## Does the gap's response to compression depend on the functional?

PBE, r2SCAN and HSE06 place the band gap of boron phosphide at different heights. A separate matter is how far that gap moves when the crystal is squeezed. If the functionals agree on the movement, an inexpensive calculation can supply it even where its gap is poor. Two rows are held back as a test of how much the other four reveal.

Zincblende BP (conventional a = 4.537 Å, 11.67 Å³ per atom) under hydrostatic strain, computed by DFT with Ansatz 0.2.0 (plane-wave PAW, no spin polarisation). The cell was relaxed with r2SCAN; changes and energy rises are relative to this unstrained cell in the same functional. The k mesh is 6×6×6 for HSE06 and 10×10×10 for PBE and r2SCAN.

```csv
functional,strain (%),band gap (eV),band gap change (eV),least direct gap change (eV),energy rise per atom (meV)
HSE06,-2.5,?,?,?,?
HSE06,-1,1.921,-0.043,0.050,2.8
PBE,-2.5,1.137,-0.105,0.126,43.5
PBE,-1,?,?,?,?
r2SCAN,-2.5,1.311,-0.104,0.128,37.1
r2SCAN,-1,1.367,-0.044,0.047,5.7
```

Strain is the relative change of every cell edge, so negative values mean compression. The band gap change and the least direct gap change are taken relative to the unstrained cell.

### What the known rows show

At −1 %, the HSE06 gap lies 0.55 eV above that of r2SCAN, yet the two gap changes differ by only 0.001 eV. PBE and r2SCAN agree equally well at −2.5 %. This difference is smaller than the uncertainty in locating the conduction minimum, so it gives no ranking of the functionals.

A plausible reason is that the functional's correction to a gap depends on the character of the states at the band edges. These states keep their character under such small strains. Most of the correction is then the same before and after compression, and it cancels in the change.

### Why the two gaps move in opposite directions

Compression narrows the indirect gap but widens the direct one. The direct gap lies at Γ, the centre of the Brillouin zone, between a p-like bonding level and a p-like antibonding level. Shorter B–P bonds increase the overlap of the orbitals, which pushes these two levels apart.

The lowest conduction state lies elsewhere, about 83 % of the way from Γ to the zone boundary at X. It is probably less strongly antibonding along the bonds and so lacks much of that upward push. This would explain why the indirect gap does not widen like the direct one, but not by itself why it narrows. The orbital picture is also argued, not shown by the runs: band energies of different cells share no common zero, so they cannot tell which edge moves. The sign fits a pattern known from many tetrahedral semiconductors, in which such X-like minima fall relative to the valence top under pressure. Silicon, with a similar minimum, follows it; diamond is an exception, and its gap widens. In GaAs the conduction minimum is at Γ, and compression widens the fundamental gap.

### From four rows to two forecasts

r2SCAN is known at both strains and supplies the shape of each curve. The other functional's own known row supplies the scale. For the HSE06 gap change at −2.5 %, this gives −0.104 eV × (0.043/0.044) = −0.102 eV. The gap itself is forecast by adding r2SCAN's step between the two strains to the functional's known gap.

The energy rise needs one more step, because the cell was relaxed with r2SCAN. HSE06 finds this cell too large and PBE finds it too small. Each therefore starts under a pressure $p_0$, which adds a term linear in the lost volume:

$$\Delta E = p_0\,(V_0 - V) + \Delta E_{\mathrm{rest}}$$

Here $V_0$ and $V$ are the volumes per atom before and after compression. For HSE06 at −2.5 %, $p_0$ is −1.33 GPa and the lost volume is 11.67 × (1 − 0.975³) = 0.854 Å³, so the first term is −7.1 meV. The remainder, scaled from r2SCAN, is 36.9 meV, and the sum is 29.8 meV per atom. The HSE06 runs carry a warning that their stress is loosely converged, which bears on $p_0$ but not on the gaps. The known HSE06 row supports the value used: without the linear term, its energy rise agrees with that of r2SCAN within 1 %.

The forecasts are:

- **HSE06 at −2.5 %:** gap change −0.102 ± 0.008 eV; gap 1.865 ± 0.010 eV; direct gap change +0.136 ± 0.008 eV; energy rise 29.8 ± 1.5 meV per atom.
- **PBE at −1 %:** gap change −0.044 ± 0.004 eV; gap 1.193 ± 0.010 eV; direct gap change +0.046 ± 0.003 eV; energy rise 8.4 ± 0.5 meV per atom.

The ranges are judgements based on the printed digits and on how the conduction minimum is located. That second point is the main risk. At −1 %, the coarse HSE06 mesh alone would miss the minimum and give a change of −0.060 eV instead of −0.043 eV.

### The computed values

The withheld rows as computed:

```csv
functional,strain (%),band gap (eV),band gap change (eV),least direct gap change (eV),energy rise per atom (meV)
HSE06,-2.5,1.868,-0.102,0.134,30.1
PBE,-1,1.194,-0.044,0.047,8.4
```

All eight values fall within their ranges, and both gap changes agree with the forecasts to the printed digits. At each strain, the three functionals now span no more than 0.003 eV in the indirect gap change. For this crystal and these compressions, the choice of functional matters for the size of the gap but hardly for its movement.

The forecast gaps are too low by 0.003 eV for HSE06 and 0.001 eV for PBE. Adding the computed change back to the HSE06 gap gives an unstrained value of 1.868 + 0.102 = 1.970 eV, whereas the −1 % row gives 1.964 eV. Both refer to the same unstrained crystal, but the first was read 80 % of the way from Γ to X and the second at about 83 %, where the conduction band is slightly lower. All three functionals were read in these same two ways, so most of the difference cancels in the forecasts. At −2.5 %, the true minimum may lie slightly below the point that was read.

The direct gap change is overestimated by 0.002 eV for HSE06 and underestimated by 0.001 eV for PBE. Scaling helps for HSE06, where copying r2SCAN's value would have fallen short by 0.006 eV. For PBE at −1 %, the plain copy is exact to the printed digits. The HSE06 forecast also magnifies the rounding of small changes at −1 %, but this accounts for only part of its miss: with the unrounded outputs the forecast is still slightly too high. The data do not settle the cause of the rest.

The energy rise shows the clearest effect of the functional. The HSE06 forecast is 0.3 meV too low, about 1 % of the computed rise, and the PBE forecast agrees to the printed digit. If the starting-pressure term were dropped from the final sum, the HSE06 forecast would be 6.8 meV too high and the PBE forecast 2.8 meV too low. The unequal rises thus come mainly from different preferred volumes, and they should not be read as a ranking of stiffness.

A simpler alternative is one straight line through zero strain, fitted to the gap changes of the four known rows. It gives 0.042 eV of narrowing per 1 % compression and misses the withheld changes by 0.002 to 0.003 eV. The r2SCAN rows suggest a weaker response per percent at −2.5 %, but the conduction minimum was located differently at the two strains. Read at a fixed mesh point, the r2SCAN change at −1 % is −0.041 eV, and the apparent weakening disappears. The printed analysis after this section gives the forecasts and the fit.

In r2SCAN, shortening the edges by 1 % takes about 5.4 GPa, and the gap then falls by 0.044 eV. Pressure is therefore a weak means of tuning this gap. PBE or r2SCAN can supply the shift, but both are known to underestimate absolute gaps, so the starting value should come from a better method.

Printed output of the fit:

```
Gap less r2SCAN gap at equal strain (HSE06 -1 %, PBE -2.5 %), eV: HSE06 0.554, PBE -0.174
Gap change less that of r2SCAN (HSE06 -1 %, PBE -2.5 %), eV: HSE06 0.001, PBE -0.001
Direct gap change over that of r2SCAN (HSE06 -1 %, PBE -2.5 %), ratio: HSE06 1.064, PBE 0.9844
Starting-pressure part of energy rise (HSE06 -1 %, PBE -2.5 %), meV: HSE06 -2.884, PBE 6.835
Rest of energy rise over that of r2SCAN (HSE06 -1 %, PBE -2.5 %), ratio: HSE06 0.993, PBE 0.9867
r2SCAN gap change at -1 % at a fixed mesh point, eV: -0.04059
HSE06 gap change at -1 % if only its mesh were used, eV: -0.06042
Forecast gap change (HSE06 -2.5 % bar 0.008, PBE -1 % bar 0.004), eV: HSE06 -0.1016, PBE -0.04442
Computed gap change (HSE06 -2.5 %, PBE -1 %), eV: HSE06 -0.102, PBE -0.044
Miss of gap change, forecast less computed, eV: HSE06 0.0003636, PBE -0.0004231
Forecast gap (HSE06 -2.5 % bar 0.010, PBE -1 % bar 0.010), eV: HSE06 1.865, PBE 1.193
Computed gap (HSE06 -2.5 %, PBE -1 %), eV: HSE06 1.868, PBE 1.194
Miss of gap, forecast less computed, eV: HSE06 -0.003, PBE -0.001
Forecast direct gap change (HSE06 -2.5 % bar 0.008, PBE -1 % bar 0.003), eV: HSE06 0.1362, PBE 0.04627
Computed direct gap change (HSE06 -2.5 %, PBE -1 %), eV: HSE06 0.134, PBE 0.047
Miss of direct gap change, forecast less computed, eV: HSE06 0.00217, PBE -0.0007344
Miss if the r2SCAN direct gap change is copied unscaled, eV: HSE06 -0.006, PBE 0
Forecast energy rise (HSE06 -2.5 % bar 1.5, PBE -1 % bar 0.5), meV an atom: HSE06 29.8, PBE 8.423
Computed energy rise (HSE06 -2.5 %, PBE -1 %), meV an atom: HSE06 30.1, PBE 8.4
Miss of energy rise, forecast less computed, meV an atom: HSE06 -0.3027, PBE 0.02335
Miss of energy rise if the starting pressure is left out, meV an atom: HSE06 6.799, PBE -2.752
fit of band_gap_change on 4 rows: coefficient of strain 0.04203 +/- 0.00037; rms 0.00122, worst r2SCAN 0.00197, leave-one-out rms 0.00152
  rows outside the fit (model, value, miss): HSE06 -0.1051, -0.102, -0.00309; PBE -0.04203, -0.044, 0.00197
```
